\section{HOMA and its EN + GEO split in a two-length model of the graphene hexagon}

The harmonic oscillator model of aromaticity (HOMA; Kruszewski and Krygowski, 1972; reparametrised by Krygowski, 1993) assigns to a set of $n$ carbon--carbon bonds of lengths $R_i$ the number
\begin{equation}
\mathrm{HOMA}=1-\frac{\alpha}{n}\sum_{i=1}^{n}\left(R_{\mathrm{opt}}-R_i\right)^2 .
\label{eq:homa}
\end{equation}
It is a functional of geometry alone, bounded above by 1 and unbounded below. Lengths are in pm ($10^{-12}$~m) and $\alpha$ in pm$^{-2}$. Two springs fix the parameters, and a honeycomb with two bond lengths and one distortion coordinate shows both parts of the index in closed form.

\subsection{General decomposition}

Let $R_{\mathrm{av}}=n^{-1}\sum_i R_i$ and write $R_{\mathrm{opt}}-R_i=(R_{\mathrm{opt}}-R_{\mathrm{av}})+(R_{\mathrm{av}}-R_i)$. On squaring and summing, the cross term is proportional to $\sum_i(R_{\mathrm{av}}-R_i)=0$, so
\begin{equation}
\mathrm{HOMA}=1-\mathrm{EN}-\mathrm{GEO},\qquad
\mathrm{EN}=\alpha\,(R_{\mathrm{opt}}-R_{\mathrm{av}})^2,\qquad
\mathrm{GEO}=\frac{\alpha}{n}\sum_i (R_{\mathrm{av}}-R_i)^2 .
\label{eq:split}
\end{equation}
This split (Krygowski and Cyra\'nski, 1996) is an identity. EN is the squared offset of the mean and GEO the variance (divisor $n$, not $n-1$), both in units of $1/\alpha$. Despite its name, EN is no computed energy. A variant in the literature gives EN a negative sign when $R_{\mathrm{av}}<R_{\mathrm{opt}}$; it then departs from Eq.~(\ref{eq:homa}) and is not used here.

\subsection{Two springs fix the parameters}

Take a reference single bond $R_s$ with force constant $k$ and a double bond $R_d$ with force constant $wk$, and force both to a common length $R$:
\begin{equation}
E(R)=\tfrac12 k(R-R_s)^2+\tfrac12 wk(R-R_d)^2,\qquad
\frac{dE}{dR}=0\ \Rightarrow\ R_{\mathrm{opt}}=\frac{R_s+wR_d}{1+w}.
\label{eq:ropt}
\end{equation}
With $d=R_s-R_d$, the two bonds lie $wd/(1+w)$ above and $d/(1+w)$ below $R_{\mathrm{opt}}$. The scale is set by demanding $\mathrm{HOMA}=0$ for the Kekul\'e hexagon with three bonds $R_s$ and three bonds $R_d$:
\begin{equation}
\alpha=\frac{2}{(R_s-R_{\mathrm{opt}})^2+(R_d-R_{\mathrm{opt}})^2}=\frac{2(1+w)^2}{(1+w^2)\,d^2}.
\label{eq:alpha}
\end{equation}
That ring has $R_{\mathrm{av}}-R_{\mathrm{opt}}=d(w-1)/[2(1+w)]$ and deviations $\pm d/2$ from its mean, hence
\begin{equation}
\mathrm{EN}_K=\frac{(w-1)^2}{2(1+w^2)},\qquad \mathrm{GEO}_K=\frac{(w+1)^2}{2(1+w^2)},\qquad \mathrm{EN}_K+\mathrm{GEO}_K=1 .
\label{eq:kek}
\end{equation}
The assumed ratio $w=2$ gives $R_{\mathrm{opt}}=(R_s+2R_d)/3$, $\alpha=18/(5d^2)$, $\mathrm{EN}_K=1/10$ and $\mathrm{GEO}_K=9/10$, whatever the reference lengths. The zero of the scale is therefore not pure alternation.

With the typical butadiene lengths $R_s=146.7$~pm and $R_d=134.9$~pm, $d=11.8$~pm, $R_{\mathrm{opt}}=138.83$~pm and $\alpha=0.02585$~pm$^{-2}$. The pair in common use follows when $R_{\mathrm{opt}}$ is rounded to $138.8$~pm before it enters the first form of Eq.~(\ref{eq:alpha}):
\begin{equation}
\alpha=\frac{2}{(7.9^2+3.9^2)\,\mathrm{pm}^2}=\frac{2}{77.62\ \mathrm{pm}^2}=0.02577\ \mathrm{pm}^{-2}=2.577\times10^{22}\ \mathrm{m}^{-2},
\end{equation}
the familiar $257.7$ per $(100\ \mathrm{pm})^2$. For this rounded pair the Kekul\'e ring, with $R_{\mathrm{av}}=140.8$~pm, has $\mathrm{EN}_K=\alpha(2.0\ \mathrm{pm})^2=0.103$ and $\mathrm{GEO}_K=\alpha(5.9\ \mathrm{pm})^2=0.897$. The rounded pair is used below unless stated otherwise.

\subsection{The uniform graphene hexagon}

In the ideal planar honeycomb all bonds are equivalent by symmetry. With the typical length $R_0=142$~pm, the offset is $\Delta=R_0-R_{\mathrm{opt}}=3.2$~pm, and
\begin{equation}
\mathrm{GEO}=0,\qquad \mathrm{EN}=\alpha\Delta^2=0.264,\qquad \mathrm{HOMA}=0.736 .
\label{eq:uniform}
\end{equation}
These are the model's values for that input, and three decimals serve only the bookkeeping. The slope is $d\,\mathrm{HOMA}/dR_0=-2\alpha\Delta=-0.165$~pm$^{-1}$, and a length quoted to the nearest picometre, between $141.5$ and $142.5$~pm, allows HOMA from $0.81$ to $0.65$. The unrounded parameters give $\mathrm{EN}=0.259$ and $\mathrm{HOMA}=0.741$, a much smaller shift. The ratio $w$ matters more: an illustrative $w=1.5$ in Eqs.~(\ref{eq:ropt}) and (\ref{eq:alpha}) gives $R_{\mathrm{opt}}=139.62$~pm, $\alpha=0.02762$~pm$^{-2}$ and $\mathrm{HOMA}=0.84$. Only $\mathrm{GEO}=0$ is free of these choices.

The sign of $\Delta$ follows from counting. Let a bond be double in a fraction $p$ of the Kekul\'e structures and weight the two spring energies by $1-p$ and $p$. The minimum lies at
\begin{equation}
R(p)=\frac{(1-p)R_s+pwR_d}{1-p+pw}.
\label{eq:rp}
\end{equation}
An isolated six-ring has $p=1/2$, which returns $R_{\mathrm{opt}}$. In the honeycomb each atom shares its one double bond among three equivalent bonds, so $p=1/3$, and for $w=2$ the result is $R=(R_s+R_d)/2=140.8$~pm. This lies $d/6$ above the unrounded $R_{\mathrm{opt}}$ and gives $\mathrm{EN}=1/10$ exactly. Against the typical $142$~pm this heuristic length is $1.2$~pm short, so its EN is too small by a factor of about $2.6$; it explains the direction only. HOMA thus penalises graphene, at least in part, for having fewer $\pi$ electrons per bond than the ring implied by $R_{\mathrm{opt}}$, although no bond is localised.

A uniform biaxial stretch makes the same point. It rescales the single H\"uckel resonance integral, which leaves eigenvectors and bond orders unchanged. Yet an illustrative strain of $1\,\%$ gives $R_0=143.42$~pm, $\mathrm{EN}=0.550$ and $\mathrm{HOMA}=0.450$. The index vanishes at $R_{\mathrm{opt}}+\alpha^{-1/2}=145.0$~pm, a strain of $2.1\,\%$, with GEO still zero.

\subsection{One distortion coordinate, two kinds of ring}

To switch on GEO at fixed lattice, colour the hexagons A, B, C so that neighbours differ. This is the $\sqrt3\times\sqrt3$ cell with six atoms, nine bonds and three rings. Each atom belongs to exactly one A ring, and A centres are $3R_0$ apart along the directions of their vertices. Move every atom by $u$ towards the centre of its A ring ($u<0$ is outward). The side of a regular hexagon equals its circumradius, so the six A bonds become $R_0-u$. The three links lie on the lines between A centres and become $3R_0-2(R_0-u)=R_0+2u$. Both results are exact, not first order in $u$, and the mean over the nine bonds stays $R_0$.

Ring A has six bonds $R_0-u$. Rings B and C are equivalent and alternate between $R_0-u$ (shared with A) and $R_0+2u$ (shared with each other), with mean $R_0+u/2$ and deviations $\pm3u/2$. Equation~(\ref{eq:split}) gives
\begin{align}
\mathrm{EN}_A&=\alpha(\Delta-u)^2, & \mathrm{GEO}_A&=0,\nonumber\\
\mathrm{EN}_B&=\alpha(\Delta+u/2)^2, & \mathrm{GEO}_B&=\tfrac94\alpha u^2 .
\label{eq:rings}
\end{align}
Direct use of Eq.~(\ref{eq:homa}) for ring B yields
\begin{equation}
1-\mathrm{HOMA}_B=\tfrac{\alpha}{2}\left[(\Delta-u)^2+(\Delta+2u)^2\right]=\alpha\left(\Delta^2+\Delta u+\tfrac52u^2\right),
\label{eq:hb}
\end{equation}
which equals $\mathrm{EN}_B+\mathrm{GEO}_B$, as the general statement requires. For $u>0$ the A rings contract into a Clar-like pattern. For $u<0$ each atom has one short bond, the pattern of a single Kekul\'e structure. Free-standing graphene typically shows $u=0$; the amplitudes $u=\pm1.0$~pm below are illustrative, and the entries, rounded separately, are the model's.

\begin{center}
\begin{tabular}{llcccc}
\hline
$u$ (pm) & bond set & $R_{\mathrm{av}}$ (pm) & EN & GEO & HOMA\\
\hline
$0$ & any ring & $142.0$ & $0.264$ & $0$ & $0.736$\\
$+1.0$ & ring A & $141.0$ & $0.125$ & $0$ & $0.875$\\
$+1.0$ & ring B & $142.5$ & $0.353$ & $0.058$ & $0.589$\\
$-1.0$ & ring A & $143.0$ & $0.455$ & $0$ & $0.545$\\
$-1.0$ & ring B & $141.5$ & $0.188$ & $0.058$ & $0.754$\\
$\pm1.0$ & nine bonds & $142.0$ & $0.264$ & $0.052$ & $0.685$\\
\hline
\end{tabular}
\end{center}

\subsection{Comparison with the general statement}

First, GEO is even and quadratic in $u$, while EN contains a term linear in $u$ whenever $\Delta\neq0$. By Eq.~(\ref{eq:hb}), $\mathrm{HOMA}_B$ exceeds its uniform value for $-2\Delta/5<u<0$, that is down to $u=-1.28$~pm. It peaks at $u=-\Delta/5=-0.64$~pm, where it equals $1-\tfrac{9}{10}\alpha\Delta^2=0.76$. A ring can thus begin to alternate and gain in HOMA, which only the separate entries reveal. Ring A reaches $\mathrm{HOMA}=1$ at $u=\Delta$.

Second, HOMA averages simply, but its parts do not. Every bond lies in two rings, so the mean over A, B and C equals the index of the nine bonds of the cell,
\begin{equation}
\tfrac13\left(\mathrm{HOMA}_A+2\,\mathrm{HOMA}_B\right)=1-\alpha\Delta^2-2\alpha u^2 ,
\label{eq:mean}
\end{equation}
in which the linear terms cancel and any distortion lowers the value. Applied to the nine bonds, Eq.~(\ref{eq:split}) assigns $\mathrm{EN}=\alpha\Delta^2$ and $\mathrm{GEO}=2\alpha u^2$. Averaged over rings, Eq.~(\ref{eq:rings}) gives instead
\begin{equation}
\langle\mathrm{EN}\rangle=\alpha\Delta^2+\tfrac12\alpha u^2,\qquad \langle\mathrm{GEO}\rangle=\tfrac32\alpha u^2 .
\end{equation}
The amount $\tfrac12\alpha u^2$ is $\alpha$ times the variance of the ring means $R_0-u$, $R_0+u/2$, $R_0+u/2$. It counts as EN ring by ring and as GEO for the whole cell, which is the law of total variance. One quarter of the distortion penalty changes its label with the choice of bond set, so EN and GEO of a fused system are defined only once that set is named.